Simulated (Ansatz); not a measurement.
**Redistribution: C3H9BO + C2H7Sb → C2H7BO + C3H9Sb**

Species: C3H9BO `CC(C)BO`, singlet; C2H7Sb `C[CH2][SbH2]`, singlet; C2H7BO `CCBO`, singlet; C3H9Sb `C[CH](C)[SbH2]`, singlet. The partners trade CH3 for H; both sit on C, so the bond types are kept.

Shapes, held fixed at every level: PBE0-D4/def2-TZVP. Flexible molecules stand in one conformer, not always the lowest. Programs: Ansatz 0.2.0. The zero-point and thermal change to 298 K, harmonic and unscaled (PBE0-D4/def2-TZVP), is -0.5 kJ/mol.

Question: Estimate ΔH(298 K) of this reaction.

Answer: The highest level, CCSD(T)/def2-TZVPP, gives ΔH(298 K) = -2.7 kJ/mol; the levels span -3.1 to -0.5. That is about zero within the method's error. The column of differences is taken from that level and isn't an error. No measured value is set beside it here. For atoms past krypton def2 sets carry core potentials with scalar relativity. Outer-core shells of Sb are correlated in most correlated rows, in sets that cover them unevenly.

| level | kind | ΔH(298 K) (kJ/mol) | less CCSD(T)/def2-TZVPP |
| --- | --- | --- | --- |
| HF/def2-SVP | Hartree–Fock | -0.5 | +2.2 |
| PBE-D4/def2-TZVPP | GGA | -3.1 | -0.4 |
| r2SCAN-D4/def2-TZVPP | meta-GGA | -2.6 | +0.1 |
| BHLYP-D4/def2-TZVPP | global hybrid | -3.0 | -0.3 |
| wB97M-V/def2-TZVPP | range-separated hybrid | -2.1 | +0.6 |
| wB97X-V/def2-TZVPP | range-separated hybrid | -1.8 | +0.9 |
| CCSD/def2-SVP | coupled cluster or CI | -2.2 | +0.5 |
| CCSD(T)/def2-TZVPP | coupled cluster or CI | -2.7 | 0.0 |

Moving the methyl branch from the carbon on boron to the carbon on antimony is almost thermoneutral. Every level gives a slightly negative enthalpy, but the values are too small to establish a real preference for branching next to antimony. The near-cancellation is expected: an α-carbon gains a methyl group on one side and loses one on the other, and boron and antimony are similarly electropositive towards carbon, so branching should alter the polarity of the two bonds to a similar extent. Any small residual probably combines less crowding around the long C–Sb bond with changes in hyperconjugation into the boron p orbital, which the OH lone pair already partly fills.

Hartree–Fock lies closest to zero, at -0.5 kJ/mol, while CCSD in the same basis gives -2.2 kJ/mol, so electron correlation favours the products. This suggests slightly greater medium-range attraction between the added methyl group and the polarisable antimony centre. The balance compares only the effect of branching and says nothing about the absolute strengths of the C–B and C–Sb bonds.
